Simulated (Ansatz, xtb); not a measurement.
**Ligand exchange: BF3 + C4H10O → B(OH)F2 + C4H9F**

Gas-phase species: BF3 (boron trifluoride) `FB(F)F`, singlet; C4H10O (2-methyl-1-propanol) `CC(C)CO`, singlet; B(OH)F2 (difluorohydroxyborane), singlet; C4H9F `CC(C)CF`, singlet. The partners trade F for OH: B–F and C–OH bonds give way to B–OH and C–F.

Shapes, held fixed at every level: PBE0-D4/def2-TZVP. Flexible molecules stand in one conformer, not always the lowest. Programs: Ansatz 0.2.0, xtb 6.7.1. Electronic energies: no zero-point or thermal term.

| level | kind | ΔE (kJ/mol) | less CCSD(T)/CBS estimate |
| --- | --- | --- | --- |
| GFN0-xTB | semi-empirical | +40.1 | +36.2 |
| HF/def2-TZVPP | Hartree–Fock | -2.5 | -6.4 |
| PBE-D4/def2-TZVPP | GGA | +0.3 | -3.6 |
| r2SCAN-D4/def2-TZVPP | meta-GGA | -0.2 | -4.1 |
| MP2/def2-TZVPP | perturbation theory | +7.2 | +3.3 |
| CCSD(T)/def2-TZVPP | coupled cluster or CI | +4.7 | +0.8 |
| CCSD/def2-TZVPP | coupled cluster or CI | +3.8 | -0.1 |
| CCSD(T)/CBS estimate | coupled cluster or CI | +3.9 | 0.0 |

The highest level, CCSD(T)/CBS estimate, gives ΔE = +3.9 kJ/mol; the levels span -2.5 to +40.1. That is about zero within the method's error. They disagree on the sign: 6 of 8 are positive. The column of differences is taken from that level and isn't an error. No measured value is set beside it here. The CBS estimate extrapolates MP2 from def2-TZVPP and def2-QZVPP and adds CCSD(T) − MP2 in the triple-zeta set, cores frozen.

Exchanging F for OH between boron and carbon is close to thermoneutral, and the coupled-cluster values don't establish which side is favoured. The balance reflects two opposing preferences. Boron binds fluorine very strongly, through a polar σ bond and π donation into its empty p orbital, but hydroxyl oxygen is also a good π donor, which softens the loss. Carbon in turn gains a C–F bond stronger than the C–O bond it gives up.

Because the bond count is conserved and all species are closed-shell, much of the correlation energy cancels, so even Hartree–Fock lies fairly close to the reference. MP2 overshoots the correlation shift towards the reactants, and CCSD pulls it back. The near-perfect match of CCSD with the extrapolated value is fortuitous: the missing triples and the finite basis offset each other. GFN0-xTB is the clear outlier, probably because its parametrisation misjudges the relative strengths of these polar bonds. The energies of separated molecules say nothing about the Lewis adduct that BF3 forms with alcohols, or about the exchange barrier.
